**Question.** Near zero pressure, one gigapascal takes about two thirds of a percent off the volume of Hf₂Si and adds about 0.11 eV per atom to its enthalpy. The table follows the crystal in a PBEsol calculation up to 50 GPa. Each change is relative to the cell at zero pressure. The column "a change" refers to the length of a primitive cell vector, √(a²/2 + c²/4), where a and c are the conventional edges.

Hf₂Si (I4/mcm, 6-atom primitive cell; conventional a = 6.511 Å, c = 5.143 Å, 18.17 Å³ per atom at zero pressure), relaxed at each pressure with its symmetry kept. Ansatz 0.2.0, PBEsol, scalar-relativistic plane-wave PAW, no spin polarisation, cutoff 420 eV; at zero pressure, 10×10×10 k mesh and 0.1 eV Gaussian smearing. The a change is that of a primitive vector's length.

| pressure (GPa) | volume change (%) | enthalpy change (eV/atom) | a change (%) |
| --- | --- | --- | --- |
| -1 | 0.68 | -0.114 | 0.23 |
| 0 | 0.00 | 0.000 | 0.00 |
| 1 | -0.66 | 0.113 | -0.22 |
| 4 | -2.53 | 0.448 | -0.86 |
| 12 | -6.82 | 1.312 | -2.34 |
| 25 | -12.34 | 2.643 | -4.34 |
| 50 | -20.07 | 5.011 | -7.31 |
| 90 | ? | ? | ? |

Predict, with error ranges, (a) the volume change, (b) the enthalpy change and (c) the change of the primitive vector at 90 GPa. Say which of (a) and (b) can be forecast more surely.

**Model answer**

**(a) Volume.** The crystal stiffens as it is squeezed. Averaged between neighbouring rows, its bulk modulus, the resistance to compression, rises from about 150 GPa near zero pressure to 271 GPa between 25 and 50 GPa. A general physical reason, which these data do not test, is that the kinetic energy of the electrons climbs ever more steeply as they are confined to less space, so each further step costs more pressure. A constant modulus of 150 GPa would predict a loss of 1 − exp(−90/150), or 45 %, which is far too much.

A better curve comes from expanding the elastic energy in the strain f = [(V₀/V)^(2/3) − 1]/2, where V₀ is the volume at zero pressure. Stopping at the third power gives the Birch–Murnaghan equation:

P = 3f(1 + 2f)^(5/2) (B₀ + Cf)

A least-squares fit of the pressures in the seven known rows gives B₀ = 149.9 GPa, the modulus at zero pressure, and C = −92.7 GPa.

We now look for the volume at which P reaches 90 GPa. Trying V/V₀ = 0.7166 gives f = 0.1244 and (1 + 2f)^(5/2) = 1.743. The pressure is then 3 × 0.1244 × 1.743 × (149.9 − 92.7 × 0.1244) = 90.0 GPa, as required. The forecast is **−28.3 %, ± 0.5 points**.

**(b) Enthalpy.** Enthalpy is H = E + PV, the internal energy plus the pressure–volume term. The fitted curve already fixes both parts. At the forecast volume, with V₀ = 18.17 Å³ per atom and 1 eV/Å³ = 160.2 GPa, the second part is 90 × 18.17 × 0.7166/160.2 = 7.31 eV per atom.

The first part is the stored strain energy, 9V₀(B₀f²/2 + Cf³/3), which comes to 1.12 eV per atom. Added before rounding, the two parts give the forecast: **8.44 eV/atom, ± 0.02**.

Relative to its size, this is the surer of the two forecasts. At zero temperature dH = V dP, so enthalpy sums the volume along the whole path, and most of that path is known. Suppose the volume error grows evenly from zero at 50 GPa to 0.5 points at 90 GPa. The enthalpy is then wrong by only ½ × 40 × 0.005 × 18.17/160.2, or about 0.01 eV per atom.

**(c) Cell vector.** Uniform shrinkage to the forecast volume would shorten every length by 10.5 %. At 50 GPa, however, the vector has already shortened by 7.31 %, against 7.20 % for uniform shrinkage. Edge a weighs more in this vector than in the volume, so the excess means that a shrinks more than c.

The excess grows roughly as the square of ln(V/V₀). This is an empirical rule whose one constant was fitted to the same seven rows. It gives **−10.8 %, ± 0.3 points**, with conventional a still shrinking more than c. Up to 12 GPa, c/a rises by only about 0.1 %, so the two edges are almost equally compressible at first, and c becomes clearly the stiffer direction only under stronger compression. Silicon chains run along c, and their resistance to shortening may grow as the atoms close up, but this is a guess that no bonding data here test.

The ranges are judgements that allow for higher strain terms, changes in the k mesh and rounding.

**Computed result**

The withheld rows as computed:

| pressure (GPa) | volume change (%) | enthalpy change (eV/atom) | a change (%) |
| --- | --- | --- | --- |
| 90 | -28.35 | 8.436 | -10.78 |

**Remarks on the reasoning**

All three values lie well inside their ranges. Taken before rounding, the forecasts miss by about 0.01 points in volume, 0.001 eV per atom in enthalpy and 0.02 points in the vector. The direction of the shape change is also right: c/a has risen by 3.3 %, against 1.3 % at 50 GPa.

A candidate who let the modulus rise linearly with pressure (the Murnaghan equation), fitted to the same rows, would have found −28.1 %. That is inside the range but slightly too stiff. In the calculation the modulus keeps rising, but it gains less per gigapascal at high pressure than at low. The strain expansion includes this slowing, which is why it extrapolates better.

It would be a mistake to read the large enthalpy as energy stored in strained bonds, or as a sign that the compound is about to decompose. At 50 GPa, 4.53 of the 5.01 eV per atom is simply PV. Stability depends on the enthalpy difference from competing phases at the same pressure, and none was calculated.

The forecast also assumes that the crystal keeps its structure, which the calculation imposed by holding the symmetry fixed. The close agreement therefore supports the extrapolation within this phase. It does not test PBEsol, which was used here with atomic datasets made for PBE, against a real sample. Nor does it test the neglect of zero-point motion, which the calculation leaves out at every pressure. All the runs converged, and none of them raised a warning. The notes to the data do give a general caution about cells far from their equilibrium volume, but it rests on the data makers' tests on other systems, not on these runs. At strong compression the atomic spheres of the PAW datasets may overlap, and no check of this is reported here.
